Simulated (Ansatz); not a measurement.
A series in volume scale on Sn

Free energy against uniform scaling of the volume at fixed shape and fractions; periodic cell, basis, potentials, k mesh and filling as listed. The results are calculated, by Ansatz 0.2.0.

The cell before it is scaled or strained (space group Immm, No. 71):
```
Sn
1.0
     -1.7265     1.7756     2.3383
      1.7265    -1.7756     2.3383
      1.7265     1.7756    -2.3383
Sn
1
Direct
  0.00000 0.00000 0.00000
```

Settings of every row: functional PBEsol; dispersion none; potentials all-electron LAPW; k mesh 12x12x12; k shift 0x0x0; occupations cold; smearing width 0.1 eV; spin none; basis error target 0.0005 eV/atom.

Limits: coarse k mesh, up to 40 meV an atom off; minimum outside the range; the cell comes from a prototype or a list of computed structures and needn't be the stable phase.

| row | volume scale | V (Å³/atom) | energy above lowest point (meV/atom) |
| --- | --- | --- | --- |
| 1 | 0.94 | 26.953 | 0 |
| 2 | 0.97 | 27.813 | 9.9 |
| 3 | 1 | 28.673 | ? |
| 4 | 1.03 | 29.533 | 49.8 |
| 5 | 1.06 | 30.393 | 77.3 |

Question: what energy above lowest point should row 3 give?

Worked fit of energy above lowest point. Take u = (V_r/V)^(2/3) − 1 with V_r = 28.673 Å³ an atom, which is twice the finite (Eulerian) strain; such expansions in the strain, on which the Birch-Murnaghan equation of state is built, carry the rest volume and the bulk modulus. The shown rows have u = 0.0421, 0.02051, -0.01951, -0.03809. Least squares give energy above lowest point = 26.93 − 999.6 × u + 8519 × u² meV/atom; a straight line predicts inner rows, each left out in turn, worse (root mean square 7.9 against 0.3 meV/atom). The rows lie off it by 0.1, -0.1, 0.1, -0.1. The withheld row has u = 0, so the fit gives 26.93 − 999.6 × (0) + 8519 × (0)² = 26.9 meV/atom.

The calculation gave 27 meV/atom. The fit lies 0.1 meV/atom (0.13 % of the column's range) below it, one unit of the last digit.
